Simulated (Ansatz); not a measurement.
# Abstraction of Cl: C2H5ClSi + SiH2(CH3)(SiH2) → C2H5Si + CH7ClSi2

Species: C2H5ClSi `C=C[SiH2]Cl`, singlet; SiH2(CH3)(SiH2), doublet; C2H5Si `C=C[SiH2]`, doublet; CH7ClSi2 `C[SiH2][SiH2]Cl`, singlet. A radical takes Cl: the energy is the difference in strength between two Si–Cl bonds in different surroundings.

Shapes, held fixed at every level: PBE0-D4/def2-TZVP. Flexible molecules stand in one conformer, not always the lowest. Programs: Ansatz 0.2.0. Electronic energies: no zero-point or thermal term.

(1) Estimate ΔE of this reaction.

## Answers

(1) B2PLYP/def2-TZVPP gives ΔE = +17.1 kJ/mol; the levels span +11.3 to +18.3. The median of the levels is +13.6. No measured value is set beside it here. Spin contamination: C2H5Si (⟨S²⟩ up to 0.90). Open shells run unrestricted. Times are processor times on shared x86 and Arm servers, and rough.

```
               level                    kind  ΔE (kJ/mol)  CPU time (sum over the molecules)
       HF/def2-TZVPP            Hartree–Fock        +13.6                                  –
   PBE-D4/def2-TZVPP                     GGA        +11.3                               32 s
r2SCAN-D4/def2-TZVPP                meta-GGA        +13.2                               63 s
 B3LYP-D4/def2-TZVPP           global hybrid        +13.2                               52 s
  PBE0-D4/def2-TZVPP           global hybrid        +14.6                               40 s
  wB97M-V/def2-TZVPP  range-separated hybrid        +18.3                            2.4 min
   B2PLYP/def2-TZVPP           double hybrid        +17.1                               62 s
```

Every level makes the transfer endothermic, so the Si–Cl bond of the vinylchlorosilane is stronger than the one formed at the disilanyl centre. The preference is modest, as expected when a bond of the same kind is broken and made. The likely reason is the neighbour of the reacting silicon. A silyl substituent stabilises a silicon-centred radical through hyperconjugation with its polarisable σ bonds, while the more electronegative carbon of a vinyl group leaves silicon more positive and favours the polar bond to chlorine. Vinyl conjugation should work the other way by stabilising the product radical, but overlap between silicon 3p and carbon 2p is poor and silyl radicals prefer to be pyramidal, so this allyl-like gain is probably too small to reverse the order.

The sign is therefore better supported than the exact size, and the spread doesn't simply follow the share of exact exchange, since Hartree–Fock lies below PBE0. The reaction energy alone can't separate radical stabilisation from substituent effects in the closed-shell chlorides.
